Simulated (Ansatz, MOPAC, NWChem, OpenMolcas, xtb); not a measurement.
## SiPH5O2 (SMILES O[SiH2]OP): the zero-point energy at each level's own minimum, rung by rung

The runs start from one conformer, not always the lowest.

SiPH5O2, singlet, SMILES `O[SiH2]OP`. Each level relaxes the structure for itself.

Quantity: the zero-point energy at each level's own minimum, in kJ/mol. The values are calculated.

```tsv
level	kind	program	value (kJ/mol)
PM3	semi-empirical	MOPAC	125.9
MNDOD	semi-empirical	MOPAC	150.4
PM7	semi-empirical	MOPAC	131.2
GFN1-xTB	semi-empirical	xtb	135.0
HF/3-21G	Hartree–Fock	OpenMolcas	149.0
HF/6-31G* (Cartesian functions)	Hartree–Fock	OpenMolcas	153.9
B3LYP-D3(BJ)/6-31G* (spherical functions)	global hybrid	NWChem	142.5
B3LYP/6-31G* (spherical functions)	global hybrid	NWChem	142.3
PBE0-D4/def2-TZVP	global hybrid	Ansatz	142.3
```

Harmonic and unscaled. The values span 125.9 to 153.9 kJ/mol.

The three hybrid-functional results nearly coincide, at 142.3 to 142.5 kJ/mol, while both Hartree–Fock values lie clearly higher. This is the expected direction: without electron correlation, bonds come out too short and too stiff, which raises the stretching frequencies. The O–H, Si–H and P–H stretches, together with the hydrogen bends, supply most of the zero-point energy in such a molecule, so a modest systematic stiffening adds up. HF/3-21G lies closer to the hybrids than HF/6-31G*, probably because errors of the small basis offset part of the missing correlation, not because its description is better.

The semi-empirical methods show no common bias: MNDOD falls above the hybrids, whereas PM3, PM7 and GFN1-xTB fall below. This suggests that their parametrisation governs the curvature of the bonds to hydrogen. Adding the dispersion correction to B3LYP changes almost nothing, as expected for a quantity dominated by stiff covalent modes. The totals alone can't show which vibrations carry the differences, or whether errors in individual modes cancel.
